# Notes: Hartree-Fock energy against one occupation number, and why stretched F$_2^-$ localises

## Premises

I take the non-relativistic Hamiltonian with fixed nuclei and a finite basis of real, orthonormal, spin-unrestricted spin-orbitals $\phi_p$. The integrals are $h_{pq}$ (kinetic energy plus nuclear attraction) and, with $x=(\mathbf r,\sigma)$,

$$\langle pq|rs\rangle=\frac{e^2}{4\pi\varepsilon_0}\iint\frac{\phi_p(x_1)\phi_q(x_2)\phi_r(x_1)\phi_s(x_2)}{r_{12}}\,dx_1dx_2,\qquad \langle pq\|rs\rangle=\langle pq|rs\rangle-\langle pq|sr\rangle .$$

So $J_{pq}=\langle pq|pq\rangle$, $K_{pq}=\langle pq|qp\rangle$, and $\langle pq\|rs\rangle$ changes sign under $p\leftrightarrow q$ or $r\leftrightarrow s$. For occupations $0\le n_p\le1$ I define

$$L=\sum_p n_ph_{pp}+\tfrac12\sum_{p,q}n_pn_q\,(J_{pq}-K_{pq}).$$

$N$ spin-orbitals (labels $j,k$) have $n=1$, one (label $i$) has $n_i=f\in[0,1]$, the rest (label $a$) are empty. The orbitals range over all orthonormal sets, written $\kappa$, and this range does not depend on $f$. The relaxed energy is $E(f)=\min_\kappa L(\kappa,f)$.

## Step 1: frozen orbitals give a straight line

I sort $L$ by powers of $f$. The term $p=q=i$ is $\tfrac12f^2(J_{ii}-K_{ii})$, and $J_{ii}$ and $K_{ii}$ are the same integral $\langle ii|ii\rangle$, so it vanishes. The terms $(i,j)$ and $(j,i)$ are equal and cancel the factor $\tfrac12$. Hence

$$L=W_0(\kappa)+f\,W_1(\kappa),\qquad W_0=\sum_jh_{jj}+\tfrac12\sum_{jk}\langle jk\|jk\rangle,\qquad W_1=h_{ii}+\sum_j\langle ij\|ij\rangle .$$

$W_0$ is the energy of the $N$-electron determinant $\Phi_N$ and $W_0+W_1$ that of $\Phi_{N+1}$, made by adding $\phi_i$. Thus $L=(1-f)E[\Phi_N]+fE[\Phi_{N+1}]$: the energy of an ensemble of two determinants forced to share $N$ orbitals. With the Fock matrix $F_{qp}=h_{qp}+\sum_rn_r\langle qr\|pr\rangle$ one has $W_1=F_{ii}$, because the term $r=i$ is $f\langle ii\|ii\rangle=0$.

## Step 2: relaxation makes it concave

Let $f=\lambda f_1+(1-\lambda)f_2$ with $0\le\lambda\le1$, and let $\kappa^*$ minimise $L$ at $f$. Since $L$ is affine in $f$,

$$E(f)=\lambda L(\kappa^*,f_1)+(1-\lambda)L(\kappa^*,f_2)\ \ge\ \lambda E(f_1)+(1-\lambda)E(f_2),$$

where the inequality holds because $\kappa^*$ is an allowed trial set at $f_1$ and $f_2$. This is concavity; it needs no smoothness. At the ends $E(0)=E_N$ and $E(1)=E_{N+1}$, the Hartree-Fock ground-state energies, so the excess over the chord,

$$D(f)=E(f)-(1-f)E_N-fE_{N+1},$$

obeys $D\ge0$. It is the price of one orbital set for two charge states. The exact ground-state energy of an open system is piecewise linear between integers (Perdew, Parr, Levy and Balduz, 1982), which corresponds to $D=0$.

A consequence for the gap follows from the same trial argument. With the optimal $N$-electron orbitals, filling the lowest empty one gives $E_{N+1}\le E_N+\varepsilon_{\rm LUMO}$, and emptying the highest filled one gives $E_{N-1}\le E_N-\varepsilon_{\rm HOMO}$. Adding the two,

$$\varepsilon_{\rm LUMO}-\varepsilon_{\rm HOMO}\ \ge\ E_{N+1}+E_{N-1}-2E_N .$$

The jump in slope at integer $N$, which is the orbital gap when both optimal orbital sets join continuously, is at least the gap from Hartree-Fock total energies.

## Step 3: the curvature

Fix $f_0\in(0,1)$ and take its optimal orbitals as reference. Other sets are $\phi_p(\kappa)=\sum_q\phi_q(e^{\kappa})_{qp}$ with $\kappa$ real antisymmetric. $L$ depends on the orbitals only through the density matrix $\gamma=e^{\kappa}ne^{-\kappa}$, $n=\mathrm{diag}(n_p)$:

$$L=\mathrm{tr}\,h\gamma+\tfrac12\sum\gamma_{pq}\gamma_{rs}\langle qs\|pr\rangle,\qquad \gamma=n+[\kappa,n]+\tfrac12[\kappa,[\kappa,n]]+\dots$$

with $[\kappa,n]_{qp}=\kappa_{qp}(n_p-n_q)$. Rotations within the full set or within the empty set leave $\gamma$ unchanged, so I drop them. One parameter $\kappa_{qp}$ remains for each unordered pair with $n_p\ne n_q$: full-empty, full-$i$, $i$-empty.

**Gradient.** To first order $\delta L=\mathrm{tr}\,F[\kappa,n]$, and each pair occurs twice in the trace:

$$\partial L/\partial\kappa_{qp}=2(n_p-n_q)F_{qp}.$$

At the minimum $F_{qp}=0$ for all retained pairs. The dropped rotations can diagonalise the full and empty blocks, so $F=\mathrm{diag}(\varepsilon_p)$ and $W_1=\varepsilon_i$.

**Mixed derivative.** Differentiating the gradient in $f$ at $\kappa=0$, with $\partial F_{qp}/\partial f=\langle qi\|pi\rangle$,

$$b_{qp}=\frac{\partial^2L}{\partial f\,\partial\kappa_{qp}}=\frac{\partial W_1}{\partial\kappa_{qp}}=2(\delta_{pi}-\delta_{qi})F_{qp}+2(n_p-n_q)\langle qi\|pi\rangle .$$

The first term is zero at the minimum. The second is zero when $p$ or $q$ is $i$, by antisymmetry. What remains is $b_{aj}=2\langle ai\|ji\rangle$: the added charge pushes only on the other electrons.

**Hessian.** The second-order part of $L$ is $\tfrac12\mathrm{tr}\,F[\kappa,[\kappa,n]]$ plus the two-electron term with $\gamma\to[\kappa,n]$ twice. By cyclicity the first equals $\tfrac12\mathrm{tr}\,[F,\kappa][\kappa,n]=\sum_{\rm pairs}(n_p-n_q)(\varepsilon_q-\varepsilon_p)\kappa_{qp}^2$. In the second, $[\kappa,n]$ is symmetric, so two pairs $(qp)$, $(sr)$ contribute four index orders, equal two by two for real orbitals. Therefore

$$M_{qp,sr}=2(n_p-n_q)(\varepsilon_q-\varepsilon_p)\,\delta_{qp,sr}+2(n_p-n_q)(n_r-n_s)\big[\langle qs\|pr\rangle+\langle qr\|ps\rangle\big].$$

**Result.** Assume $M$ positive definite. The implicit function theorem gives a smooth branch $\kappa(f)$ with $\nabla_\kappa L(\kappa(f),f)=0$; differentiating this condition gives $M\kappa'+b=0$. On the branch $E'=\partial_fL+\nabla_\kappa L\cdot\kappa'=W_1(\kappa(f))=\varepsilon_i$, which is Janak's theorem. Differentiating again, with $\partial_f^2L=0$ from Step 1,

$$E''(f)=b^{T}\kappa'=-\,b^{T}M^{-1}b\ \le0 .$$

I write $C(f)=-E''(f)$. It is zero only if $b=0$, as for $N=0$, where no full orbital exists. Completing the square gives $b^TM^{-1}b=\max_x(2b^Tx-x^TMx)$, so allowing only a subspace of rotations about the same point can only lower $C$. Taylor's formula about $f=1$ gives $E_{N+1}-E_N-\varepsilon_i(1)=\int_0^1fC\,df=-D'(1)$, the relaxation energy that a Koopmans estimate omits.

## Step 4: from an atom to the stretched dimer

I take the $^2\Sigma_u^+$ configuration with $z$ along the bond. Eighteen spin-orbitals are localised, nine on each atom, each set a neutral F with the spin-down $2p_z$ empty. The nineteenth is $\phi=\sqrt f\,\chi_A+\sqrt{1-f}\,\chi_B$, with $\chi_{A,B}$ the orthogonalised spin-down $2p_z$ functions. By Step 1 with occupation one, the energy is exactly $W_0+\langle\phi|F_{18}|\phi\rangle$, with $F_{18}$ the Fock operator of the eighteen. Choosing signs so that $t=-\langle\chi_A|F_{18}|\chi_B\rangle>0$,

$$\langle\phi|F_{18}|\phi\rangle=f\langle\chi_A|F_{18}|\chi_A\rangle+(1-f)\langle\chi_B|F_{18}|\chi_B\rangle-2tu,\qquad u=\sqrt{f(1-f)}\in[0,\tfrac12].$$

At large $R$ the diagonal elements are the atomic $W_1$ plus the potential of the other atom, which is neutral, so no $1/R$ term appears. Up to multipole and overlap terms the energy is $L_A(\kappa_A,f)+L_B(\kappa_B,1-f)-2tu$. Relaxing each atom at fixed $f$ and fixed $t$, the chords add to the constant $E_N+E_{N+1}$, and measured from it

$$\mathcal E(f)=D(f)+D(1-f)-2tu .$$

For $t\to0$, $D\ge0$ puts the minima at $f=0$ and $1$: F$^-$ next to F. For finite $t$, set $f=\tfrac12+y$; then $u=\tfrac12-y^2+\dots$ and $\mathcal E''(\tfrac12)=-2C(\tfrac12)+4t$. The symmetric solution is unstable when

$$2t<C(\tfrac12),$$

where $2t$ is the frozen-orbital $\sigma_g$-$\sigma_u$ splitting. Since $t$ decays exponentially with $R$ and $C$ is atomic, this always happens on stretching. In H$_2^+$, $C=0$ and it never happens. The exact fixed-nuclei state has definite parity and a symmetric density at every finite $R$: it superposes F$^-$F and FF$^-$, each fully relaxed, and pays no $D$.

## Numerical illustration: a breathing $2p$ shell

I need $C$ for fluorine, so I restrict $\kappa$ to one parameter. All $2p$ spin-orbitals have the radial form $r\,e^{-\zeta r/a_0}$ with common $\zeta$; the $1s^22s^2$ core is frozen. The $p$ functions stay orthonormal and orthogonal to the core for every $\zeta$, so Steps 1 to 3 apply. In this section formulas are in units of $E_h=\hbar^2/(m_ea_0^2)=4.36$ aJ (1 aJ $=10^{-18}$ J), and $n=5+f$.

**Repulsion within the shell.** The radial integrals are $F^0=\tfrac{93}{256}\zeta$ and $F^2=\tfrac{45}{256}\zeta$, and for real $p$ functions $J_{zz}=F^0+\tfrac4{25}F^2$, $J_{xz}=F^0-\tfrac2{25}F^2$, $K_{xz}=\tfrac3{25}F^2$. The added spin-down $z$ electron meets spin-up $z$, spin-up $x,y$ and spin-down $x,y$:

$$J_{zz}+4J_{xz}-2K_{xz}=5g\zeta,\qquad g\zeta=F^0-\tfrac2{25}F^2,\qquad g=\tfrac{447}{1280}=0.3492 .$$

The ten pairs of $p^5$ give $2J_{zz}+8J_{xz}-4K_{xz}=10g\zeta$. The total is $(10+5f)g\zeta=(5n-15)g\zeta$.

**One-electron part.** Each $2p$ electron has $h(\zeta)=\zeta^2/2-Z\zeta/2+w(\zeta)$ with $Z=9$ and core repulsion $w=2J_1+2J_2-K_1-K_2$, since it shares its spin with one $1s$ and one $2s$ electron. With Slater core functions of exponents $\zeta_1,\zeta_2$ and $\sigma_k=\zeta+\zeta_k$, the radial integrals give

$$J_1=\frac\zeta2-\frac{\zeta^5}{2\sigma_1^4}-\frac{\zeta^5\zeta_1}{\sigma_1^5},\qquad J_2=\frac\zeta2-\frac{\zeta^5}{2}\Big[\frac1{\sigma_2^4}+\frac{3\zeta_2}{\sigma_2^5}+\frac{5\zeta_2^2}{\sigma_2^6}+\frac{5\zeta_2^3}{\sigma_2^7}\Big],$$

$$K_1=\frac{28}{3}\frac{\zeta_1^3\zeta^5}{\sigma_1^7},\qquad K_2=\frac{370}{9}\frac{\zeta_2^5\zeta^5}{\sigma_2^9},$$

the exchange terms including the angular factor $\tfrac13$. As inputs I take typical approximate exponents $\zeta_1=8.7$, $\zeta_2=2.5$, and expand about $\zeta=2.5$; the nodeless $2s$ is not orthogonalised to $1s$, a crudeness I accept. The second derivatives in $\zeta$ are

| term | $2J_1''$ | $2J_2''$ | $-K_1''$ | $-K_2''$ | $w''$ |
|---|---|---|---|---|---|
| value ($E_h$) | $-0.028$ | $-0.219$ | $-0.031$ | $+0.080$ | $-0.198$ |

This is a fifth of the kinetic stiffness, too much to drop. I keep $h$ to second order, $h=\tfrac12\mu\zeta^2-\lambda\zeta+w_0$ with $\mu=1+w''=0.80$; $\lambda$ and $w_0$ are constants whose values will not matter.

**Minimisation.** $L=n\,h(\zeta)+(5n-15)g\zeta$ is affine in $f$. With $c=15g=5.238$ and $s=\lambda-5g$, $\partial_\zeta L=0$ gives $\zeta^*=s/\mu+c/(\mu n)$. Then $b=h'+5g=\mu\zeta^*-s=c/n$ and $M=n\mu$, so

$$C(f)=\frac{b^2}{M}=\frac{c^2}{\mu n^3}.$$

Direct substitution agrees: $E=w_0n-(sn+c)^2/(2\mu n)$, whose only non-linear term is $-c^2/(2\mu n)$, with second derivative $-c^2/(\mu n^3)$. From F to F$^-$ the exponent changes by $-c/(30\mu)=-0.22$, small enough for the quadratic $h$. At $f=\tfrac12$, $b=4.15$ aJ and $M=19.2$ aJ. The curvatures are $C(0)=1.20$ aJ, $C(\tfrac12)=0.90$ aJ (5.6 eV) and $C(1)=0.69$ aJ.

The chord of $1/n$ is $(6-f)/30$, and $(6-f)(5+f)-30=f(1-f)$, so

$$D(f)=\frac{c^2}{60\mu}\frac{f(1-f)}{5+f},\qquad \mathcal E=\Gamma\frac{u^2}{30+u^2}-2tu,\qquad\Gamma=\frac{11c^2}{60\mu}=27.4\ \text{aJ},$$

using $1/(5+f)+1/(6-f)=11/(30+u^2)$. The first term is convex in $u$ for $u^2<10$, so there is one minimum in $u$, at the root of $60\Gamma u/(30+u^2)^2=2t$, or at $u=\tfrac12$ if that root exceeds $\tfrac12$. The root reaches $\tfrac12$ at $t_c=C(\tfrac12)/2=0.45$ aJ, as Step 4 requires. At $t=0$ the symmetric solution lies $\Gamma/121=0.23$ aJ (1.4 eV) above F$^-$ + F.

For a stretched bond I assume $R=0.40$ nm and an illustrative $t=0.05$ aJ. The root is $u=0.055$, so $f=\tfrac12\big(1-\sqrt{1-4u^2}\big)=0.0030$. The localised solution has $\mathcal E=-0.003$ aJ and the symmetric one $+0.18$ aJ. In this model localisation gains $0.18$ aJ (1.1 eV) and creates a dipole about the bond centre of magnitude $e(1-2f)R/2=3.2\times10^{-29}$ C m.

**Neglected terms at this $R$.** The coefficient of $u^2$ in $\mathcal E$ is about $\Gamma/30=0.91$ aJ. Induction contributes $-\tfrac12\alpha'e^2[f^2+(1-f)^2]/(4\pi\varepsilon_0R^4)$, and $f^2+(1-f)^2=1-2u^2$. With a typical polarisability volume $\alpha'\approx0.6\times10^{-30}$ m$^3$ for F this adds $\alpha'e^2/(4\pi\varepsilon_0R^4)=0.005$ aJ to the coefficient. The charge-quadrupole term is independent of $f$ for frozen orbitals, since the weights sum to one. The hole quadrupole scales as $\tfrac25\langle r^2\rangle$ with $\langle r^2\rangle=15a_0^2/(2\zeta^2)$, and its breathing shifts the coefficient by about $2\cdot\tfrac25\cdot15\,|\Delta\zeta|\,\zeta^{-3}(a_0/R)^3E_h=0.002$ aJ. Neither affects the gain at two figures. The induction energy of the localised state, $-0.003$ aJ, does equal its $\mathcal E$, so only the difference between the two solutions is meaningful.

**How far the model misses.** Its relaxation energy is $-D'(1)=c^2/(360\mu)=0.42$ aJ. As typical knowledge, in large-basis Hartree-Fock the $2p$ orbital energy of F$^-$ lies about $0.6$ aJ below $E_{N+1}-E_N$, so the model is low by roughly 30 per cent, in the direction expected from a frozen core and a single exponent. The barrier and the gain are probably low by a similar fraction. All these numbers are the model's. For the exact fixed-nuclei ion the dipole about the centre vanishes by parity.

## Range of validity

- **One spin-orbital.** If a spatial orbital carries $f/2$ in each spin, the frozen energy has the convex term $f^2J/4$. With two fractional spin-orbitals the cross term $f_if_{i'}\langle ii'\|ii'\rangle$ survives. That integral is half the Coulomb average of $|\phi_i(x_1)\phi_{i'}(x_2)-\phi_{i'}(x_1)\phi_i(x_2)|^2$ and so non-negative: convex when both fill together, concave for transfer between them.
- **Full exchange.** Step 1 needs exact cancellation of $J_{ii}$. A functional that cancels it only partly keeps a frozen curvature, and $E''$ is that curvature minus $b^TM^{-1}b$, of either sign.
- **Global minimum.** Concavity holds for the minimum over any $f$-independent family, and for the infimum in a complete basis, where the orbital $i$ may escape to infinity. Where two minima cross, $E$ has a concave kink. On a saddle branch $M$ is indefinite and the sign is not guaranteed.
- **Curvature formula.** It needs $0<f<1$ and an invertible $M$. Symmetry zero modes, such as turning the $p$ hole of a free atom, leave $L$ unchanged at every $f$, so $b$ is orthogonal to them and $M$ is inverted on the complement. Imaginary rotations about a real solution have $b=0$ and decouple, but must be stable.
- **Dimer.** Step 4 needs small overlap, a constant $t$, one shared orbital and no spin-orbit coupling. A coupling as large as $t_c$ implies substantial overlap, so the threshold shows that localisation sets in but does not locate the bond length at which it does.